\section*{Exact spin and charge susceptibilities of the symmetric Anderson model}

A quantum dot holding one unpaired electron and tunnel-coupled to leads is described at low energy by a single level with a charging energy $U$ and a tunnelling width $\Delta$. At zero temperature the response of this level to a magnetic field and to a gate voltage is known exactly for every ratio $U/\Delta$. The route to it starts from the Bethe-ansatz equations, passes through two linear integral equations, and ends in one elementary integral.

\subsection*{Model, conventions and premises}

\emph{Premise 1: the model.} Only the combination of lead states that couples to the dot matters. It is written as a one-dimensional band of right-movers with linear dispersion on a ring of length $L$. With $\hbar=v_F=1$ the wave number $k$ is an energy and the density of states per spin is $L/2\pi$:
\begin{equation}
H=\sum_\sigma\!\int\! dx\, c^\dagger_\sigma(-i\partial_x)c_\sigma+V\sum_\sigma\big[c^\dagger_\sigma(0)d_\sigma+\mathrm{h.c.}\big]+\epsilon_d (n_\uparrow+n_\downarrow)+Un_\uparrow n_\downarrow .
\end{equation}
The width $\Delta=V^2/2$ is the \emph{half} width at half maximum of the $U=0$ resonance, summed over all leads; the full width is $\Gamma=2\Delta$. The bandwidth is taken to infinity. Energies are measured from $\epsilon_d+U/2$, so $\epsilon_d=-U/2$, and the symmetric point is chemical potential $\mu=0$. The Zeeman term is $-g\mu_BBS^z$ and the moment is $m=g\mu_BS^z$. We write $u=U/\pi\Delta$ with $U>0$.

The impurity contribution to $m$ or to the electron number is the term of order $L^0$. It equals the value on the dot, because the change of the band density of states is proportional to $V^2\sum_k(\omega-k)^{-2}$, the energy derivative of the hybridisation function, which vanishes for constant $\Delta$. At $U=0$ the dot has density of states $1/\pi\Delta$ per spin at $\mu=0$, which fixes the reduced susceptibilities:
\begin{equation}
\chi_s=\frac{\partial m}{\partial B}=\frac{(g\mu_B)^2}{2\pi\Delta}\,\tilde\chi_s,\qquad
\chi_c=\frac{\partial n}{\partial\mu}=-\frac{\partial n}{\partial\epsilon_d}=\frac{2}{\pi\Delta}\,\tilde\chi_c .
\label{red}
\end{equation}

\emph{Premise 2: the Bethe equations.} The model is integrable (Wiegmann 1980; Kawakami and Okiji 1981). An eigenstate with $N$ electrons, $M$ of them with reversed spin, has energy $\sum_jk_j$ and obeys
\begin{align}
e^{ik_jL+2i\delta(k_j)}&=\prod_{\alpha=1}^{M}e_1\big(q(k_j)-\lambda_\alpha\big),\label{ba1}\\
\prod_{j=1}^{N}e_1\big(\lambda_\alpha-q(k_j)\big)&=\prod_{\beta\ne\alpha}e_2(\lambda_\alpha-\lambda_\beta),\label{ba2}
\end{align}
with
\begin{equation}
q(k)=\frac{k^2}{2U\Delta},\qquad e_n(x)=\frac{x+in/2}{x-in/2},\qquad e^{2i\delta(k)}=\frac{k-\epsilon_d-i\Delta}{k-\epsilon_d+i\Delta}.
\end{equation}
Here $\delta$ is the one-electron phase shift of the level, and $d\delta/dk=\pi A(k)$ with the Lorentzian $A(k)=(\Delta/\pi)/[(k-\epsilon_d)^2+\Delta^2]$. The phase of $e_n(x)$ has derivative $-2\pi a_n(x)$, where $a_n(x)=(n/2\pi)/(x^2+n^2/4)$ has Fourier transform $e^{-n|\omega|/2}$.

\emph{Premise 3: the ground-state roots.} Each real $\lambda_\alpha$ binds two complex momenta $k_\pm=\xi\pm i\eta$ into a spin singlet. For $\eta>0$ the left side of \eqref{ba1} vanishes as $L\to\infty$ at $k_+$ and diverges at $k_-$, so $q(k_\pm)=\lambda\mp i/2$, which requires $\xi<0$. The pairs fill $\lambda>\lambda_0$. A field breaks pairs and produces unpaired real momenta, which fill $k<k_0$ and carry the whole spin.

One number recurs. Since $(\epsilon_d\pm i\Delta)^2=U^2/4-\Delta^2\mp iU\Delta$,
\begin{equation}
q(\epsilon_d\pm i\Delta)=\lambda_*\mp\frac i2,\qquad \pi\lambda_*=\frac{\pi U}{8\Delta}-\frac{\pi\Delta}{2U}=\frac{\pi^2u}{8}-\frac1{2u}.
\label{lam}
\end{equation}

\subsection*{Step 1: integral equations for the root densities}

Let $L\rho(k)\,dk$ count real momenta and $L\sigma(\lambda)\,d\lambda$ count pairs. The logarithm of \eqref{ba1} for real $k$ reads $kL+2\delta=2\pi I+\sum_\alpha\arg e_1$ with consecutive integers $I$. Differentiating with respect to $k$, with $dI/dk=L\rho$, gives
\begin{equation}
\rho(k)=d(k)+q'(k)\int_{\lambda_0}^\infty\! a_1\big(q(k)-\lambda\big)\sigma(\lambda)\,d\lambda,\qquad d(k)=\frac1{2\pi}+\frac{A(k)}L .
\label{rho}
\end{equation}
For a pair, multiply \eqref{ba1} at $k_+$ and at $k_-$. Every other pair $\beta$ contributes $e_2(\lambda_\alpha-\lambda_\beta)$, and the pair's own factor $\Phi$ has the form zero times infinity. Equation \eqref{ba2} fixes it. On its left the two momenta of pair $\beta$ give $e_2(\lambda_\alpha-\lambda_\beta)$, which cancels the right side, and the own pair gives $1/\Phi$, so $\Phi$ is the product of $e_1(\lambda_\alpha-q(k_j))$ over the real $k_j$. Taking the logarithm and differentiating as before, with the counting integer falling as $\lambda$ rises because $\xi'<0$,
\begin{equation}
\sigma(\lambda)+\int_{\lambda_0}^\infty\! a_2(\lambda-\lambda')\sigma(\lambda')\,d\lambda'=S(\lambda)-\int_{-\infty}^{k_0}\!a_1\big(\lambda-q(k)\big)\rho(k)\,dk,
\label{sig}
\end{equation}
where $S=-\xi'/\pi-[\delta(k_+)+\delta(k_-)]'/\pi L$ and the prime means $d/d\lambda$.

The source has the simpler form
\begin{equation}
S(\lambda)=\int_{-\infty}^{\infty}a_1\big(\lambda-q(k)\big)\,d(k)\,dk .
\label{src}
\end{equation}
To see this, write $a_1(\lambda-q)=(2\pi i)^{-1}[(q-\lambda-i/2)^{-1}-(q-\lambda+i/2)^{-1}]$. Its poles in the upper half plane lie at $-k_-$ and $k_+$. Because $1/q'(k_\pm)=k_\pm'$ and $q'$ is odd, any bounded $f$ analytic in that half plane gives $\int fa_1\,dk=-f(-k_-)k_-'-f(k_+)k_+'$. The choice $f=1/2\pi$ yields $-\xi'/\pi$. For the impurity, $A=-\pi^{-1}\,\mathrm{Im}\,f$ with $f=(k-\epsilon_d+i\Delta)^{-1}$, and the residue sum is the derivative of $\ln(-k_--\epsilon_d+i\Delta)-\ln(k_+-\epsilon_d+i\Delta)$. By \eqref{lam} the product $(-k_--\epsilon_d+i\Delta)(k_--\epsilon_d+i\Delta)=2U\Delta(\lambda_*-\lambda)$ is real, so the phases of its two factors have opposite slopes. Hence $\int Aa_1\,dk=\pi^{-1}\partial_\lambda\arg W$ with $W=(k_+-\epsilon_d+i\Delta)(k_--\epsilon_d+i\Delta)$. Since $e^{2i\delta(k_+)+2i\delta(k_-)}=W^*/W$, this is the impurity part of $S$.

\subsection*{Step 2: why a ratio of source terms is enough}

Equations \eqref{rho} and \eqref{sig} are linear, of the form $(1+K)\rho=d$ on the filled intervals, so every density splits into a host part and a part of order $1/L$. The grand potential is $L\int\varepsilon_0\rho=L\int\varepsilon\,d$, where $\varepsilon_0$ is the bare energy of a root including $\mu$ and $B$, and the dressed energy solves $(1+K^T)\varepsilon=\varepsilon_0$. Moving a boundary changes the potential in proportion to $\varepsilon\rho$ at that boundary, so equilibrium requires $\varepsilon=0$ there. The equation for $\varepsilon$ does not contain $d$. Therefore $k_0$ and $\lambda_0$ are the same functions of $B$ and $\mu$ for host and impurity. The host is a free gas with known response,
\begin{equation}
\chi_s^{\rm host}=\frac{(g\mu_B)^2L}{4\pi},\qquad \chi_c^{\rm host}=\frac L\pi .
\label{host}
\end{equation}
If the host and impurity sources become proportional in the weak-field limit, so do the solutions, and the impurity susceptibility is \eqref{host} times the ratio of the sources.

Two kernels are needed, defined by their Fourier transforms:
\begin{equation}
\hat s=\frac{\hat a_1}{1+\hat a_2}=\frac1{2\cosh(\omega/2)},\qquad \hat R=\hat a_1\hat s=\frac{\hat a_2}{1+\hat a_2}=\frac1{1+e^{|\omega|}},
\end{equation}
with $s(x)=1/(2\cosh\pi x)$. Both are positive and have total weight $1/2$.

\subsection*{Step 3: charge susceptibility}

Set $B=0$, so that $\rho=0$. Extend \eqref{sig} to $\lambda<\lambda_0$ by defining a hole density $\sigma^h$ there, so that $\sigma+\sigma^h+a_2*\sigma=S$ on the whole line. Adding $a_2*\sigma^h$ to both sides and dividing by $1+\hat a_2$,
\begin{equation}
\sigma+\sigma^h=\int_{-\infty}^\infty s\big(\lambda-q(k)\big)\,d(k)\,dk+R*\sigma^h .
\label{hole}
\end{equation}
For $\lambda_0=-\infty$ there are no holes and the impurity charge is $2\int\sigma^{\rm imp}d\lambda=2\cdot\frac12\int A\,dk=1$. This is the symmetric point. Integrating \eqref{hole} over $\lambda$ shows that holes change the electron number by $-L\int\sigma^h d\lambda$. For small negative $\mu$, $\lambda_0$ is large and negative. Since $q\ge0$, one may use $s(\lambda-q)\to e^{\pi\lambda}e^{-\pi q}$ for all $\lambda<\lambda_0$, with corrections of relative size $e^{2\pi\lambda_0}\propto\mu^2$. The equation for $\sigma^h$ is solved uniquely by iteration because $R$ has weight $1/2$, and its source is $e^{\pi\lambda}\int d\,e^{-\pi q}dk$. The host amplitude is the Gaussian integral $\sqrt{2U\Delta}/2\pi$. Particle-hole symmetry gives the same slope for $\mu>0$. With \eqref{host}, \eqref{red} and $k=\Delta y$, for which $\pi q=y^2/2u$,
\begin{equation}
\tilde\chi_c=\frac{\pi\Delta}{\sqrt{2U\Delta}}\int A\,e^{-\pi q}dk=\frac1{\sqrt{2\pi u}}\int_{-\infty}^\infty\frac{e^{-y^2/2u}\,dy}{1+(y+b)^2},\qquad b=\frac{\pi u}2=\frac U{2\Delta}.
\label{chic}
\end{equation}

\subsection*{Step 4: spin susceptibility}

Set $\lambda_0=-\infty$. Equation \eqref{sig} is then a convolution, solved by $\sigma=\int s\,d\,dk-\int^{k_0}s\,\rho\,dk$. Insert this in \eqref{rho}. For $k<0$ use the variable $x=q(k)$ and $\tilde\rho(x)=\rho/|q'|$, noting $q'<0$:
\begin{equation}
\tilde\rho(x)=D(x)+\int_{x_0}^\infty\!R(x-x')\tilde\rho(x')\,dx',\qquad D(x)=\frac{d(k)}{|q'|}-\int_{-\infty}^\infty\!R\big(x-q(p)\big)d(p)\,dp .
\end{equation}
The spin is $S^z=\frac L2\int_{x_0}^\infty\tilde\rho\,dx$, and $B\to0$ means $x_0=q(k_0)\to\infty$. We need $D$ at large $x$, where its two terms cancel to all orders in $1/x$.

Let $h(\omega)=\int d(p)e^{-i\omega q(p)}dp$. It is the Fourier transform of $[d(k)+d(-k)]/|q'|$ on $x>0$. The odd part follows by direct algebra from \eqref{lam}: the denominators multiply to $(2U\Delta)^2[(x-\lambda_*)^2+1/4]$, the numerator is $2U\Delta|k|/\pi$, and $|q'|=|k|/U\Delta$, so $[A(k)-A(-k)]/|q'|=a_1(x-\lambda_*)$. With $\frac12-\hat R=\frac12\tanh(|\omega|/2)$,
\begin{equation}
D(x)=\int\frac{d\omega}{2\pi}e^{i\omega x}\left[\frac{h(\omega)}2\tanh\frac{|\omega|}2+\frac1{2L}e^{-i\omega\lambda_*-|\omega|/2}\right].
\label{D1}
\end{equation}
Now rotate the $p$ contour onto the imaginary axis and define $J(\omega)=-i\int d(-it)\,e^{i\omega t^2/2U\Delta}dt$, which is analytic for $\mathrm{Im}\,\omega>0$. For $\omega>0$ the integrand of $h$ decays in the second and fourth quadrants. The clockwise rotation gives $J$ and crosses the pole of $A$ at $\epsilon_d+i\Delta$. For $\omega<0$ the rotation is anticlockwise, gives $-J$, and crosses $\epsilon_d-i\Delta$. By \eqref{lam} the two residues have one common form:
\begin{equation}
h(\omega)=\mathrm{sgn}(\omega)J(\omega)+\frac1Le^{-i\omega\lambda_*-|\omega|/2}.
\end{equation}
In \eqref{D1} the sign turns $\tanh(|\omega|/2)$ into the meromorphic $\tanh(\omega/2)$, and the residue terms combine through $\frac12e^{-|\omega|/2}[1+\tanh(|\omega|/2)]=\hat s$. Thus
\begin{equation}
D(x)=\frac{s(x-\lambda_*)}L+\int\frac{d\omega}{4\pi}e^{i\omega x}J(\omega)\tanh\frac\omega2 .
\end{equation}
Closing in the upper half plane, the nearest pole of $\tanh(\omega/2)$ is $\omega=i\pi$ with residue 2, and the next is at $3i\pi$. So
\begin{equation}
D(x)\to e^{-\pi x}\left[\frac{\sqrt{2U\Delta}}{2\pi}+\frac1L\Big(e^{\pi\lambda_*}+\int A(-it)\,e^{-\pi t^2/2U\Delta}dt\Big)\right].
\end{equation}
The sources are again proportional, with relative corrections of order $B^2$. With \eqref{host}, \eqref{red} and $t=\Delta y$,
\begin{equation}
\tilde\chi_s=\sqrt{\frac\pi{2u}}\;e^{\pi^2u/8-1/2u}+r_s,\qquad r_s=\frac1{\sqrt{2\pi u}}\int_{-\infty}^\infty\frac{e^{-y^2/2u}\,dy}{1-(y+ib)^2}.
\label{chis}
\end{equation}

\subsection*{Step 5: one function for both responses}

Let $\langle\cdot\rangle$ be the average over a Gaussian variable $z$ of variance $u$. In \eqref{chic} put $y=z-b$. The exponent becomes $-z^2/2u+\pi z/2-\pi^2u/8$, and only the even part survives:
\begin{equation}
\tilde\chi_c=e^{-\pi^2u/8}\left\langle\frac{\cosh(\pi z/2)}{1+z^2}\right\rangle .
\end{equation}
In $r_s$ put $z=y+ib$. The integrand becomes $e^{\pi^2u/8-z^2/2u+i\pi z/2}/(1-z^2)$ on the line $\mathrm{Im}\,z=b$. Moving the line down to the real axis gives a principal value minus $\pi i$ times the residues at $z=\pm1$. These are $-ie^{\pi\lambda_*}/2$ each, so the line integral equals the principal value minus $\pi e^{\pi\lambda_*}$. After division by $\sqrt{2\pi u}$ this cancels the first term of \eqref{chis}. The odd sine part drops out of the principal value, and the cosine part has no poles:
\begin{equation}
\tilde\chi_s=e^{\pi^2u/8}\left\langle\frac{\cos(\pi z/2)}{1-z^2}\right\rangle .
\end{equation}
The elementary integral $\int_0^{\pi/2}\cos(zt)\cos t\,dt=\cos(\pi z/2)/(1-z^2)$, its version with $z\to iz$, and the averages $\langle\cos zt\rangle=e^{-ut^2/2}$ and $\langle\cosh zt\rangle=e^{ut^2/2}$ give
\begin{equation}
\tilde\chi_s=X(u),\qquad\tilde\chi_c=X(-u),\qquad X(u)=\int_0^{\pi/2}\cos t\;e^{u(\pi^2/4-t^2)/2}\,dt .
\label{X}
\end{equation}
The exchange of spin and charge under $u\to-u$ is what the particle-hole transformation of one spin species requires, and it extends \eqref{X} to $U<0$.

\subsection*{Step 6: power series and recurrence}

The exponential series converges uniformly on the finite interval, so it may be integrated term by term. With $a=\pi/2$ and $P=a^2-t^2$,
\begin{equation}
\tilde\chi_s=\sum_{n=0}^\infty C_nu^n,\qquad\tilde\chi_c=\sum_{n=0}^\infty C_n(-u)^n,\qquad C_n=\frac1{2^nn!}\int_0^a P^n\cos t\,dt .
\end{equation}
Since $0\le P\le a^2$, we have $0<C_n\le(\pi^2/8)^n/n!$, and both series converge for all $u$. Directly, $C_0=\sin a=1$ and $C_1=\frac12[a^2-(a^2-2)]=1$. For $n\ge2$ two integrations by parts leave no boundary terms, because $P^n$ and its derivative vanish at $t=a$ while $\sin t$ and $(P^n)'$ vanish at $t=0$. Hence $\int P^n\cos t\,dt=-\int(P^n)''\cos t\,dt$. Using $t^2=a^2-P$,
\begin{equation}
(P^n)''=-2n(2n-1)P^{n-1}+4n(n-1)a^2P^{n-2}.
\end{equation}
Division by $2^nn!$ gives the recurrence of Zlati\'c and Horvati\'c (1983),
\begin{equation}
C_n=(2n-1)\,C_{n-1}-(\pi/2)^2\,C_{n-2},\qquad C_0=C_1=1 .
\end{equation}
The first values are $C_2=3-\pi^2/4=0.5326$, $C_3=15-3\pi^2/2=0.1956$ and $C_4=0.0550$. The recurrence is that of the spherical Bessel functions, and $C_n=a^{n+1}j_n(a)$. It should not be run upwards in floating point: a rounding error grows by about $2n-1$ per step while $C_n$ falls. The downward form $C_n/C_{n-1}=a^2/(2n+1-C_{n+1}/C_n)$, started from zero at large $n$, is stable.

The first order can be tested without the Bethe ansatz. The Hartree shift $U\,\delta n_{-\sigma}$ of each level gives $\tilde\chi_s=1/(1-u)$ and $\tilde\chi_c=1/(1+u)$, exact to first order, in agreement with $C_1=1$. The Hartree pole at $u=1$ is spurious: $X(1)=2.80$.

\subsection*{Step 7: the Kondo limit}

In $r_s$ the denominator factorises as $(1-y-ib)(1+y+ib)$, each factor having modulus at least $b$, so $|r_s|\le4/\pi^2u^2$. The first term of \eqref{chis} grows exponentially. Since $\sqrt{\pi/2u}=\pi\Delta/(2\sqrt{U\Delta/2})$,
\begin{equation}
\chi_s=\frac{(g\mu_B)^2}{4k_BT_L}+\frac{(g\mu_B)^2}{2\pi\Delta}r_s,\qquad k_BT_L=\sqrt{\frac{U\Delta}2}\exp\left(-\frac{\pi U}{8\Delta}+\frac{\pi\Delta}{2U}\right).
\label{TL}
\end{equation}
The susceptibility is that of a free spin $1/2$, $(g\mu_B)^2/4k_BT$, with $T$ replaced by $T_L$: the spin is screened into a singlet and the response saturates.

For the charge put $t=\pi/2-\tau$ in \eqref{X}, so that $\tilde\chi_c=\int_0^{\pi/2}\sin\tau\,e^{-b\tau+u\tau^2/2}d\tau$. Expanding about $\tau=0$ gives the asymptotic series
\begin{equation}
\tilde\chi_c\simeq\frac1{b^2}+\frac{3u-1}{b^4}+\dots,\qquad\frac1{b^2}=\frac{4\Delta^2}{U^2}.
\label{casym}
\end{equation}
The leading term has an independent check. Second-order tunnelling shifts the energy of the singly occupied dot by $(\Delta/\pi)[\ln(\mu-\epsilon_d)+\ln(\epsilon_d+U-\mu)]$ plus a constant. Its second derivative at the symmetric point is $-8\Delta/\pi U^2$, so $\chi_c=8\Delta/\pi U^2$, which is $4\Delta^2/U^2$ in reduced form. A relation quoted here without proof (Yamada 1975) states that the reduced linear specific-heat coefficient is $(\tilde\chi_s+\tilde\chi_c)/2$. The Wilson ratio is then $R_W=2\tilde\chi_s/(\tilde\chi_s+\tilde\chi_c)$, rising from 1 at $u=0$ to 2 at large $u$.

\subsection*{Range of validity}

Equation \eqref{X} and the series are exact for every $u$, given the three premises, at $T=0$, at $\epsilon_d-\mu=-U/2$, in equilibrium and in linear response. In the Kondo regime this means $k_BT$, $|g|\mu_BB$ and the source-drain bias $eV_{sd}$ all small against $k_BT_L$. The model assumes one spin-degenerate level, a width independent of energy, normal non-magnetic leads, and a bandwidth large against $U$ and $\Delta$. The one-term form $\chi_s=(g\mu_B)^2/4k_BT_L$ is an approximation whose reduced error is bounded by $4/\pi^2u^2$; it fails for $u$ below about one. Other definitions of the Kondo temperature, such as the temperature at which the conductance halves, differ from $T_L$ by factors of order one.

\subsection*{Numerical illustration: a GaAs dot}

Take $U=1.9$ meV and $\Delta=0.15$ meV as given inputs. Then $u=4.032$, $b=6.333$, $\pi U/8\Delta=4.974$, $\pi\Delta/2U=0.124$ and $e^{\pi\lambda_*}=127.8$. With $\sqrt{U\Delta/2}=0.3775$ meV,
\begin{equation}
k_BT_L=2.955\ \mu\mathrm{eV},\qquad T_L=34.3\ \mathrm{mK}.
\end{equation}
Dropping the term $\pi\Delta/2U$ would lower $T_L$ by a factor 1.13. The Kondo term of \eqref{chis} is 79.75 and $r_s=0.0194$, inside the bound 0.0249, so $\tilde\chi_s=79.77$. In the series the largest term is $n=4$, equal to 14.5, and the sum through $n=12$ is 79.67. The charge response is $\tilde\chi_c=0.0381$. Here the asymptotic form \eqref{casym} is poor, giving 0.0249 with one term and 0.0318 with two, so \eqref{X} must be used. The Wilson ratio is 1.999.

With the typical bulk value $|g|\approx0.44$ as an input, $|g|\mu_B=25.5\ \mu$eV/T and $\chi_s=0.95\ \mu_B$/T. The linear regime ends near $k_BT_L/|g|\mu_B=0.12$ T, and 10 mT polarises the dot by $|n_\uparrow-n_\downarrow|=0.043$. The charge susceptibility is 0.162 electrons per meV of level shift, against 4.24 at $U=0$, or $e^2\chi_c=26$ aF.

These numbers are the model's, and for a real device $T_L$ is far less certain than its digits. A rise of $\Delta$ by 10 per cent multiplies $T_L$ by 1.7, and reading 0.15 meV as the full width would give 0.16 mK. A typical Fermi energy of the two-dimensional gas of about 10 meV puts $U/2$ at about 0.1 of the band depth, so variations of $\Delta$ of that size over the relevant energies cannot be excluded. The single-level assumption is weaker still. For an assumed disc radius $r=75$ nm and the compiled mass $m^*=0.067\,m_e$ (Vurgaftman 2001), the mean orbital spacing $2\hbar^2/m^*r^2$ is 0.40 meV. This exceeds $\Delta$ but lies below $U/2=0.95$ meV, so virtual tunnelling through neighbouring orbitals costs little more energy than the processes kept, and it can change $T_L$ by a factor of order one or more. As typical knowledge, not as a measurement, Kondo temperatures of lateral GaAs dots run from a few tens of mK in mid-valley at weak coupling to about 1 K at strong coupling or near a Coulomb peak. The model's 34 mK lies at the bottom of that range, more than a factor of ten below its top, as fits the symmetric point, where the Kondo scale is lowest for given $U$ and $\Delta$. It is also comparable to typical electron temperatures of a few tens of mK in a dilution refrigerator, so this dot would be observed in the crossover and not at the $T=0$ limit.